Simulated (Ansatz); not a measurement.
# Starting gap and one-shot G0W0 gap of diamond-structure carbon against the fraction of exact exchange in a PBE hybrid start

A hopeful rule of thumb says that one-shot G0W0 repairs whatever gap its start hands over, so that the share α of exact exchange hardly matters. I put it to work on a solar-blind ultraviolet detector made of diamond. The detector must not respond to light of wavelength above 280 nm, and I want its long-wave cut-off from the calculated indirect gap, taken from the valence-band top to the conduction-band minimum on the mesh.

My second constraint falls on the start. The correction, which is the G0W0 gap less the starting gap, may be at most 1 eV in either direction, because a one-shot step is a perturbation and should stay small. This measures consistency between start and result; agreement with experiment is a separate matter, and no measured gap is tabled here.

## Systems and settings

Structures are measured cells from a diffraction database. Ansatz 0.2.0, plane waves with PAW (wavefunction cutoff 420 eV), no spin polarisation. One-shot G0W0 by contour deformation on a 10×10×10 mesh with 51 bands and a screening cutoff of 150 eV, short of the basis limit, all fixed; only the start changes: a global hybrid of PBE with a fraction α of exact exchange, self-consistent. All ran on one NVIDIA H100 80GB HBM3 (shared by 6 runs), shared with other work, so times are rough. The PAW files of Ansatz are those of its set soft_1.

Notes on method and selection:

- The G0W0 steps are scalar-relativistic: spin-orbit coupling is not in them.
- Runs that did not converge, have known faults or may not be shown are not listed, and runs on Ansatz's PAW sets soft_1 and soft_2 are kept to separate tables.

Columns:

- α: fraction α of exact exchange in the start (0 is PBE).
- RPA ε∞: RPA ε∞ of the start on the mesh (harmonic mean).
- Z valence: renormalisation factor Z at the valence edge.
- G0W0 gap (eV): G0W0 gap on the mesh.
- start gap (eV): gap of the starting calculation on the same mesh.
- correction (eV): G0W0 gap less start gap.
- time (s): wall time of the whole run.

Input lines of one member:

```
kpoints:
  mp_grid: { grid: [10, 10, 10] }
hamiltonian:
  xc: pbe
  pseudopotentials: { kind: paw, azcp: { folder: soft_1 } }
scf:
  occupations: { method: fixed }
gw:
  n_empty_bands: 47
  ecut_chi: 150.0
  qp_bands: [v2, c2]
  qp_kpoints: band_edges
  screening: { model: contour_deformation }
```

Command (options for logging and memory left out): `ansatz run input.yaml --threads 3 --backend cuda --devices 1 --max-vram 13GiB`

## Numbers

| member | α | RPA ε∞ | Z valence | G0W0 gap (eV) | start gap (eV) | correction (eV) | time (s) |
| --- | --- | --- | --- | --- | --- | --- | --- |
| α = 0 | 0.00 | 5.56 | 0.829 | 5.42 | 4.18 | 1.24 | 25 |
| α = 0.05 | 0.05 | 5.34 | 0.834 | 5.54 | 4.55 | 0.98 | 58 |
| α = 0.1 | 0.10 | 5.13 | 0.839 | 5.65 | 4.93 | 0.72 | 67 |
| α = 0.4 | 0.40 | 4.21 | 0.864 | 6.27 | 7.23 | −0.96 | 68 |
| α = 0.5 | 0.50 | 3.99 | 0.871 | 6.46 | 8.02 | −1.56 | 53 |
| α = 0.75 | 0.75 | 3.54 | 0.887 | 6.91 | 10.02 | −3.10 | 50 |

## Reading the trend

Both gaps rise with α in every step, but at very different rates. From α = 0 to 0.75 the starting gap gains (10.02 − 4.18) / 0.75 = 7.79 eV per unit of α, and the G0W0 gap gains (6.91 − 5.42) / 0.75 = 1.99 eV. About a quarter of the change in the start therefore survives, since 1.99 / 7.79 = 0.26. The rule of thumb is right about most of the difference and wrong about the remaining 1.49 eV.

Exact exchange pushes occupied states down relative to empty ones, which opens the starting gap. G0W0 replaces this fixed share of exchange by a screened one, whose strength is roughly 1/ε∞. The correction should then be positive where α is below 1/ε∞ and negative where it is above, and all six rows obey this. With the renormalisation factor Z included, I can write

correction ≈ Z × 7.79 eV × (1/ε∞ − α).

For α = 0.50 this gives 0.871 × 7.79 × (1/3.99 − 0.50) = −1.69 eV, against −1.56 eV in the table. Over the six rows the mean absolute miss is 0.11 eV, always towards too low a correction, while the corrections themselves lie on average roughly 1.4 eV from their mean.

The same picture says why the start is not forgotten. A wider starting gap screens less, so ε∞ falls from 5.56 to 3.54 and the screened exchange grows. That alone is worth about 7.79 × (1/3.54 − 1/5.56) = 0.80 eV, roughly half of the rise in the G0W0 gap. Most of the rest enters because Z is below 1, so the correction is applied only in part and some of the starting gap is kept.

## Departures from the trend

I find no row that leaves the smooth course: ε∞ falls and Z rises at every step, along with the two growing gaps. The band edges stay at the same mesh points throughout, so no change of edge is hidden in the slopes.

The row I trust least as a prediction is α = 0.75. It lies on the trend, but its correction of −3.10 eV is large for a single perturbative step, and its weak screening is inherited from a starting gap of 10.02 eV. All rows share a band count and screening cutoff short of the basis limit, so I trust the differences between them more than any absolute gap.

## Time and accuracy

The whole run took 25 s from the PBE start and 50 to 68 s from the hybrid starts, so with exact exchange it lasted between 50 / 25 = 2.0 and 68 / 25 = 2.7 times as long. On a card shared with other work these ratios are only rough. The times also cannot tell whether the cost depends on α. Building the exchange operator once takes the same work whatever its weight, but the number of self-consistency cycles can change with α, and sharing the card can hide such a difference.

For my pick the extra 42 s brings the correction down from 1.24 to 0.72 eV. At this cell size that is cheap. No hybrid run took longer than 68 s, so here I can choose the fraction on physical grounds even if a larger α does cost somewhat more.

## Meeting the brief

The cut-off wavelength follows from λ = hc/E, with hc = 1240 eV nm. The limit of 280 nm therefore asks for a gap above 1240 / 280 = 4.43 eV. Every G0W0 gap passes, the smallest by 5.42 − 4.43 = 0.99 eV. The uncorrected PBE gap would have failed, with a cut-off at 1240 / 4.18 = 297 nm.

The limit on the correction does the sorting. It removes α = 0 (1.24 eV), α = 0.50 (−1.56 eV) and α = 0.75 (−3.10 eV). Three starts remain:

- α = 0.05: correction 0.98 eV, cut-off 1240 / 5.54 = 224 nm.
- α = 0.10: correction 0.72 eV, cut-off 1240 / 5.65 = 219 nm.
- α = 0.40: correction −0.96 eV, cut-off 1240 / 6.27 = 198 nm.

I pick α = 0.10, whose correction is the smallest in size in the table. For the error of one-shot G0W0 itself I carry a rough 0.3 eV either way. For the rigid lattice the gap then lies between 5.65 − 0.3 = 5.35 eV and 5.65 + 0.3 = 5.95 eV, and the cut-off between 1240 / 5.35 = 232 nm and 1240 / 5.95 = 208 nm, still well clear of 280 nm.

The second place is shared. The starts at 0.05 and 0.40 differ by only 0.02 eV in the size of their corrections, yet their G0W0 gaps differ by 6.27 − 5.54 = 0.73 eV. A small correction therefore does not fix the gap by itself.

A start about midway between 0.10 and 0.40 would probably overturn the pick. Halfway, at α = (0.10 + 0.40) / 2 = 0.25, linear interpolation gives a starting gap of (4.93 + 7.23) / 2 = 6.08 eV and a G0W0 gap of (5.65 + 6.27) / 2 = 5.96 eV. The correction would be about −0.1 eV, much smaller than that of my pick, and the cut-off would move to about 208 nm. I would run that start before settling on a number, though the error carried for G0W0 itself would still leave the cut-off uncertain by some ten nanometres either way.

## Summary

Between α = 0 and 0.75, one-shot G0W0 removes about three quarters of the difference between starts, and the correction changes sign between 0.10 and 0.40. A Hartree–Fock start was left out of the table, so the trend stated here ends at α = 0.75.

I know of no omitted effect as large as the 1.49 eV spread of the G0W0 gaps. The largest physical one is lattice vibration, which lowers the gap of diamond by a few tenths of an eV even at zero temperature. That exceeds the step between neighbouring rows at small α, so it must be allowed for before a measured gap is used to choose α. Electron–hole attraction lowers the optical onset further, by roughly 0.1 eV or less, and spin-orbit coupling is negligible for so light an element. Even with both lowerings allowed for, the pick stays clear of the 280 nm limit.

[Logs are printed without paths, hosts, clocks, repeated set-up lines and the standing remarks that a program may print on its own settings, such as how far it seeks lower states.]
